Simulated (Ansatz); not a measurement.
All numbers below come from Ansatz, DFT PBE, scalar-relativistic, plane waves, PAW. All cells share a 420 eV cutoff and Γ-centred k meshes spaced at most about 0.3 Å⁻¹ (about 0.25 or finer for metals, 2π included). No spin polarisation in the final relaxations.

These are static total energies at zero pressure.

Two relaxed structures of MgSn2N2:

A.

```xyz
5
Lattice="5.6948 0.0000 0.0000 -2.8474 4.9318 0.0000 0.0000 0.0000 5.7132" Properties=species:S:1:pos:R:3 pbc="T T T"
Mg    0.0000    0.0000    0.0000
Sn    0.0000    3.2879    0.0000
Sn    0.0000    3.2879    2.8566
N     2.8474    1.6439    5.1581
N     2.8474    1.6439    0.5552
```

B.

```xyz
5
Lattice="3.5828 0.0000 0.0000 -1.7914 3.1028 0.0000 0.0000 0.0000 8.1731" Properties=species:S:1:pos:R:3 pbc="T T T"
Mg    0.0000    0.0000    0.0000
Sn    1.7914    1.0343    5.5764
Sn    0.0000    2.0686    2.5967
N     1.7914    1.0343    3.1791
N     0.0000    2.0686    4.9940
```

Problem. Which form is favoured at zero pressure, and by what margin per atom?

Solution. B is lower, by 166 meV/atom. A has space group P-6m2 (No. 187), 32.1 Å³/atom and no gap on its mesh; B has space group P-3m1 (No. 164), 18.2 Å³/atom and no gap. Counting N atoms around Mg and Sn (those within 1.25 times the shortest such distance or 1.15 times the sum of covalent radii; a plus sign parts nearer from farther groups; the shortest distance is added where it is long for a bond; a slash parts the counts of unlike sites), A has Mg 6 from 3.3 Å, Sn 6 from 3.3 Å/6+6 from 4.0 Å and B has Mg 6 from 3.8 Å, Sn 3+1. A holds N–N pairs as short as in free N₂ molecules (shortest 1.11 Å); in B the shortest N–N distance is 2.75 Å. The denser one is the lower, and pressure would at first widen the difference. Even the lower one lies +0.39 eV/atom against the reference forms of the elements (uncorrected), so neither is stable at this level. In A, around Mg lie 3 Sn at 3.29 Å and 6 N at 3.33 Å; Sn on its first site is surrounded by 2 Sn at 2.86 Å, 3 Mg at 3.29 Å and 6 N at 3.33 Å; N is surrounded by 1 N at 1.11 Å, 3 Mg at 3.33 Å and 3 Sn at 3.33 Å; 1 more site not described. In B, Mg has 6 Sn at 3.32 Å, 6 Mg at 3.58 Å and 6 N at 3.79 Å; Sn has 3 N at 2.15 Å, 1 N at 2.40 Å and 3 Mg at 3.32 Å; around N lie 3 Sn at 2.15 Å, 1 Sn at 2.40 Å, 3 N at 2.75 Å, 6 N at 3.58 Å and 3 Mg at 3.79 Å. Both come from invented guesses. A third cell relaxed alike, in P3m1, lies 148 meV/atom below the lower of the two; the P-3m1 cell fell into it when its atoms were moved at random.

The zero gap of P-3m1 may come from the functional, which often closes small gaps. Cells relaxed within their symmetry can be saddle points.

The preference for B reflects two different kinds of bonding rather than two packings of one nitride. In A the nitrogen remains essentially molecular: the 1.11 Å pair keeps its triple bond, and the metal–nitrogen contacts are too long for appreciable nitride bonding. Its energy penalty therefore probably comes mainly from the Mg–Sn framework, stretched open to house the molecules at the cost of metallic cohesion.

In B the N–N bond is broken and Sn–N slabs form, with three short bonds and one weaker contact per Sn. Mg, however, lies between the Sn faces of these slabs, 3.79 Å from nitrogen, and so forgoes the strongly ionic Mg–N bonding expected of a nitride. This poor placement suggests why B is still costly relative to the elements.

B is thus only the better of two unfavourable arrangements, and its instability towards P3m1 rules it out as the ground state. The gain on that distortion is still too small to bring the compound below the elements.
